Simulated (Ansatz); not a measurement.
## TiB₂: the change of pressure with volume scale

Free energy against uniform scaling of the volume at fixed shape and fractions; periodic cell, basis, potentials, k mesh and filling as listed. The results are calculated, by Ansatz 0.2.0.

The cell before it is scaled or strained (space group P6/mmm, No. 191):
```
TiB2
1.0
      3.0292     0.0000     0.0000
     -1.5146     2.6234     0.0000
      0.0000     0.0000     3.2284
Ti B
1 2
Direct
  0.00000 0.00000 0.00000
  0.33333 0.66667 0.50000
  0.66667 0.33333 0.50000
```

Settings of every row: functional PBEsol; dispersion none; potentials PAW; wave cutoff 517.02 eV; density cutoff 2068.1 eV; k mesh 11x11x9; k shift 0x0x0; occupations methfessel paxton; smearing width 0.1 eV; spin none; SCF threshold exponent -10.

Limits: coarse k mesh, up to 40 meV an atom off.

```csv
row,volume scale,V (Å³/atom),pressure (GPa),energy above lowest point (meV/atom)
1,0.88,7.526,35.37,83.8
2,0.92,7.868,19.08,26.3
3,0.96,8.21,5.76,0.2
4,1,8.552,?,?
5,1.04,8.894,-14.14,20.9
6,1.08,9.236,-21.51,59.3
7,1.12,9.578,-27.56,111.9
```

Question: what pressure should row 4 give?

Worked fit of pressure. Take u = (V_r/V)^(2/3) − 1 with V_r = 8.552 Å³ an atom, which is twice the finite (Eulerian) strain; such expansions in the strain, on which the Birch-Murnaghan equation of state is built, carry the rest volume and the bulk modulus. The shown rows have u = 0.08894, 0.05715, 0.02758, -0.0258, -0.05, -0.07275. Least squares give pressure = −5.168 + 370.71 × u + 906.1 × u² + 568 × u³ GPa; a parabola predicts inner rows, each left out in turn, worse (root mean square 0.1 against 0.0048 GPa). All shown rows lie on it to the printed digit. The pressure vanishes at u = 0.0135, or V = 8.382 Å³ an atom, and there the bulk modulus at fixed shape and fractions is B = −V dP/dV = (2/3)(1 + u) dP/du = 267 GPa. Letting shape and atoms relax would as a rule lower it, by much in layered, chain or molecular crystals. The withheld row has u = 0, so the fit gives −5.168 + 370.71 × (0) + 906.1 × (0)² + 568 × (0)³ = -5.17 GPa.

The calculation gave -5.17 GPa. The fit meets it to the printed digit.

The other values of row 4: energy above lowest point 0 meV/atom.
